# How far does the gap of gallium nitride fall when the crystal is stretched?

## The question

A crystal of gallium nitride is squeezed or stretched by the same fraction in every direction, and its band gap is calculated at each size. The band gap is the energy between the highest filled and the lowest empty electron state. Six results are open below. Two are covered: those of the cells stretched by 2 % and by 3 % in length. What gaps should we write in their place, and how wide must the error bars be?

Wurtzite GaN (4-atom cell) under hydrostatic strain, computed with Ansatz 0.2.0 using DFT with the r2SCAN functional and spin–orbit coupling, plane waves and PAW potentials. The cutoff is 500 eV, the k mesh 12×12×6 and the occupations are fixed. Atomic positions in the strained cells were relaxed with r2SCAN.

| volume (Å³/atom) | c/a | shortest distance (Å) | band gap (eV) | least direct gap (eV) |
| --- | --- | --- | --- | --- |
| 10.061 | 1.6285 | 1.868 | 3.202 | 3.202 |
| 10.379 | 1.6284 | 1.888 | 2.987 | 2.987 |
| 10.703 | 1.6285 | 1.907 | 2.772 | 2.772 |
| 11.034 | 1.6285 | 1.926 | 2.560 | 2.560 |
| 11.371 | 1.6285 | 1.946 | 2.349 | 2.349 |
| 11.716 | 1.6285 | 1.965 | 2.139 | 2.139 |
| 12.068 | 1.6285 | 1.984 | ? | ? |
| 12.426 | 1.6285 | 2.004 | ? | ? |

The volume is counted per atom, and the shortest distance is the length of a Ga–N bond. The least direct gap is the smallest energy for lifting an electron without changing its crystal momentum. When it equals the band gap, light can be absorbed and emitted at the gap energy without help from lattice vibrations, provided the symmetry of the two states allows it, as it does in gallium nitride.

## Find the crystal at rest

The first row is not the natural crystal. The same calculations also give the pressure, and it is practically zero at 11.371 Å³ per atom. The first row, at 10.061 Å³, is 4 % shorter along each edge and stands under about 31 GPa. In each of the six open cells the atoms were allowed to settle, while the size and the ratio c/a were prescribed.

This matters when the gaps are held against experiment. At rest the calculation gives 2.35 eV, while the measured gap is roughly 3.5 eV. The calculation leaves out the zero-point motion of the atoms, but that motion normally lowers the gap of such a crystal, so including it would not close the distance. The main reason is the well-known tendency of functionals of this kind to make gaps too small. The 3.20 eV of the first row looks better only because that crystal is compressed.

The forecast below is therefore a forecast of the calculated gap. What can be carried over to practice with more confidence is the change of the gap with volume, since part of the error is expected to be common to all cells and to drop out of a difference. The slope can still carry an error of its own, which these runs don't test.

## Why longer bonds mean a smaller gap

In the six open rows the gap falls each time the crystal grows. The standard explanation starts from the character of the lowest empty state. It lies at the centre of the Brillouin zone, called Γ, and is built mainly from s orbitals of gallium and nitrogen combined out of phase. Such a state is antibonding: the coupling between neighbours pushes its energy up.

Stretching the crystal lengthens the bonds and weakens that coupling. The antibonding state is pushed up less, so it comes down towards the filled states. The filled states shift as well, but the gap depends only on the difference. The band energies as they come out of these runs can't tell us how much each side contributes, because the zero of energy in a periodic crystal changes from one volume to the next and would first have to be tied to a common reference.

The same picture suggests that the gap will remain direct. The s-like state at Γ responds to volume more strongly than the competing empty states elsewhere in the zone. A change to an indirect gap would therefore threaten on compression, where Γ is raised most. Since the gap is still direct in the most compressed cell, stretching should only make the lead of Γ safer.

## Choose the right measure of strain

The edges grow by equal amounts from row to row, 1 % of the length at rest. The gap steps are nearly equal too, but they shrink slightly, from 0.215 eV at the compressed end to 0.210 eV at the last open row. Simple geometry is enough to account for this, and alone it would shrink them slightly more. The same added length is a smaller fraction of a crystal that has already grown.

This suggests counting each change relative to the volume that the crystal has at that moment. Let $E$ be the gap and $V$ the volume. If equal small relative changes of volume always shift the gap by equal amounts, then

$$
dE = a\,\frac{dV}{V}
\qquad\Rightarrow\qquad
E = E_0 + a\,\ln\frac{V}{V_0}.
$$

Here $V_0$ is the volume at rest, $E_0$ the gap there, and $a$ the volume deformation potential. The logarithm simply adds up many small relative changes.

The open rows support this choice. Dividing each gap step by the matching step of $\ln V$ gives values between −6.91 and −7.03 eV. The crystal's volume changes by about a sixth over these rows, while its response changes by less than 2 %.

A straight line in $\ln V$, drawn by ordinary least squares through the six open rows, gives $E_0 = 2.349$ eV and $a = -6.98$ eV. In workshop terms, a volume increase of 1 % lowers the gap by about 0.07 eV.

## Two other ways to continue the series

A good line through known points is not yet a good guide beyond them. Two other rules also have a claim, and each has two constants, fitted to the same six rows.

The first takes the gap as linear in the edge length. It is what one would draw with a ruler on a plot of gap against strain. At 12.426 Å³ per atom it leads to 1.711 eV.

The second comes from a common rule for chemical bonding in solids, by which the coupling between neighbouring orbitals falls as the inverse square of their distance. Taking the gap as a constant plus such a term gives 1.765 eV at the same volume. The weakening coupling makes each further stretch less effective, so this curve flattens and ends highest.

The logarithmic line runs between the two. All three follow the open rows to within 0.01 eV, yet at the last covered row the outer two differ by about 0.05 eV. The open rows already favour the logarithmic line, whose typical miss is about 0.001 eV against 0.002 eV for the ruler line and 0.006 eV for the inverse-square rule, and the last row makes the test much sharper.

## The forecast

Take the cell stretched by 3 %, whose volume is 12.426 Å³ per atom. This row had no part in the fit. With the slope written to one more digit, the estimate reads

$$
\ln\frac{12.426}{11.371} = 0.0887,
$$

$$
E = 2.349 - 6.982 \times 0.0887 = 1.730\ \text{eV}.
$$

The error bar comes from the scatter of the step-by-step slopes. They differ by 0.117 eV, and the covered cell lies 0.0588 in $\ln V$ beyond the last open one. The product is 0.007 eV, which is widened to 0.010 eV to allow for the rounding of the table. The nearer cell, treated in the same way, gets a range of 0.006 eV either side.

The forecasts are:

- **At 12.068 Å³ per atom:** about 1.934 eV, between 1.928 and 1.940 eV.
- **At 12.426 Å³ per atom:** about 1.730 eV, between 1.720 and 1.740 eV.
- **In both cells:** the gap stays direct.

On the whole the open slopes grow slightly steeper towards larger volume. The rounding of the table exaggerates their scatter, but in the unrounded gaps of the same runs a smooth drift of about 1 % remains. The forecast doesn't continue that drift, because it is small, has levelled off in the last open step, and lies within the error bars.

## The covered rows

The withheld rows as computed:

| volume (Å³/atom) | c/a | shortest distance (Å) | band gap (eV) | least direct gap (eV) |
| --- | --- | --- | --- | --- |
| 12.068 | 1.6285 | 1.984 | 1.934 | 1.934 |
| 12.426 | 1.6285 | 2.004 | 1.731 | 1.731 |

Both gaps fall inside their ranges. The calculation gives 1.934 eV for the nearer cell and 1.731 eV for the farther one, so the fitted line is right to within 0.002 eV. That is closer than the error bars promised, and closer than the model deserves to be trusted in general. The band gap and the least direct gap agree in both rows, so the third forecast holds as well.

The small drift in the slopes did not continue; it turned back. The response is steepest near rest and a little weaker at both ends, so the constant $a$ is an average over a shallow arch. Over the two covered steps the gap changes by −6.93 and −6.94 eV per unit of $\ln V$, back inside the span of the open rows. A curve bent to follow the drift would have ended too low. Leaving the drift alone was the better decision here, although two rows can't turn it into a rule.

## What the other two rules got wrong

At 12.426 Å³ per atom the ruler line in edge length ends 0.020 eV too low, and the inverse-square rule 0.034 eV too high. The two misses have opposite signs because the rules make opposite claims about the response to a relative change of volume. The ruler line makes that response grow as the crystal expands. The inverse-square rule makes it fade.

The series shows neither trend clearly. The first step, at the compressed end, has a slope of −6.91 eV, and the last, at the stretched end, −6.94 eV. Under the inverse-square rule the response should have lost about a tenth of its size between them.

This does not overturn the bonding picture. The inverse-square rule describes one coupling between two orbitals, whereas a gap is the difference between two levels that depend on several couplings and on the potential around each atom. It seems likely that these contributions change together in such a way that the response stays nearly constant, but the table can't separate them. The logarithmic law is best taken as a good description over this range of volumes.

## From volume to pressure

Anyone who works with pressure will meet a different-looking result. Between the two most compressed cells the gap rises by 23 meV for each added GPa. Between the cell stretched by 1 % and the cell at rest it rises by 38 meV per GPa. It may seem that the electrons respond less once the crystal is squeezed.

The slopes against $\ln V$ show that they hardly do. What changes is the stiffness, the pressure needed for a given relative change of volume. It is about 184 GPa over the step from rest to a 1 % stretch and 303 GPa at the compressed end. Taken evenly about rest, between the cells compressed and stretched by 1 %, it is about 197 GPa, and the gap there shifts by about 35.5 meV per GPa. The shift per GPa is the electronic response divided by this stiffness:

$$
\frac{7.03\ \text{eV}}{184\ \text{GPa}} \approx 38\ \frac{\text{meV}}{\text{GPa}},
\qquad
\frac{6.91\ \text{eV}}{303\ \text{GPa}} \approx 23\ \frac{\text{meV}}{\text{GPa}}.
$$

A gap shift estimated from pressure should therefore pass through the volume first. A single value per GPa taken near rest would overstate the shift in a strongly compressed crystal, because each further GPa compresses it less.

The constant $a$ belongs to a crystal strained equally in all directions, with c/a held fixed. A thin film clamped to a substrate is strained mainly in its plane and relaxes along its normal. Its change of shape moves the band edges too, so the change of volume alone is not enough to predict its gap.
